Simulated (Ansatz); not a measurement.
How methods differ on GeH3O (SMILES [O][GeH3])

GeH3O has 5 atoms, charge 0, and is taken as a doublet. As SMILES, `[O][GeH3]`. The coordinates come from a PBE0-D4/def2-TZVP relaxation.

| atom | x (Å) | y (Å) | z (Å) |
| --- | --- | --- | --- |
| O | -1.4439 | 0.4186 | 0.7773 |
| Ge | 0.0723 | -0.0563 | -0.0569 |
| H | -0.1622 | -0.0912 | -1.5747 |
| H | 0.5480 | -1.4181 | 0.4715 |
| H | 1.0357 | 1.0734 | 0.3414 |

Quantity: the energy change with the O1–Ge2 bond stretched from 1.795 to 2.692 Å, in eV. The values are calculated.

| level | kind | program | value (eV) | less FCI/STO-3G |
| --- | --- | --- | --- | --- |
| UBLYP/STO-3G | GGA | Ansatz | 3.06 | +0.83 |
| U-r2SCAN0/STO-3G | hybrid meta-GGA | Ansatz | 3.06 | +0.83 |
| UB3LYP/STO-3G | global hybrid | Ansatz | 3.11 | +0.88 |
| UCAM-B3LYP/STO-3G | range-separated hybrid | Ansatz | 3.24 | +1.01 |
| UB2PLYP/STO-3G | double hybrid | Ansatz | 2.95 | +0.72 |
| UMP2/STO-3G | perturbation theory | Ansatz | 2.38 | +0.15 |
| UCCSD(T)/STO-3G | coupled cluster or CI | Ansatz | 2.26 | +0.03 |
| UCCSDT(Q)/STO-3G | coupled cluster or CI | Ansatz | 2.23 | 0.00 |
| FCI/STO-3G | exact in the basis | Ansatz | 2.23 | 0.00 |

FCI/STO-3G is exact within its basis and frozen core, so for wave-function methods in that basis the difference is their error; functionals converge differently with the basis, so for them it is only a difference. All-electron rows without a relativistic Hamiltonian named are non-relativistic. The first shape isn't each level's own minimum. The values span 2.23 to 3.24 eV. Spin contamination of the reference (⟨S²⟩ at least 0.1 too high) touches UBLYP/STO-3G, U-r2SCAN0/STO-3G, UB3LYP/STO-3G, UCAM-B3LYP/STO-3G, UB2PLYP/STO-3G, UMP2/STO-3G, UCCSD(T)/STO-3G, UCCSDT(Q)/STO-3G. All rows use very small basis sets, so none should be taken for the real molecule's value. In the correlated wave-function rows the outer d shell of Ge is correlated, in sets not made for it.

Within the wave-function series, the stretching energy falls steadily towards the exact result in the basis: UMP2 lies 0.15 eV too high, UCCSD(T) 0.03 eV, and UCCSDT(Q) matches it to the printed precision. The difficulty lies in the bond being broken. As Ge–O lengthens, the σ pair separates towards a germyl radical and a triplet oxygen atom, leaving three open-shell electrons coupled to an overall doublet. No single determinant describes that coupling properly, so second-order perturbation theory recovers it less completely than coupled cluster with higher excitations.

The functionals all give a larger energy, from 2.95 to 3.24 eV, probably because their density-based correlation does not need the virtual orbitals that a minimal basis lacks. Their distance from FCI therefore does not rank their accuracy. Nor does exact exchange alone set their order, since UBLYP and U-r2SCAN0 coincide at 3.06 eV. At 2.692 Å the fragments still interact, so these energies are not bond dissociation energies.
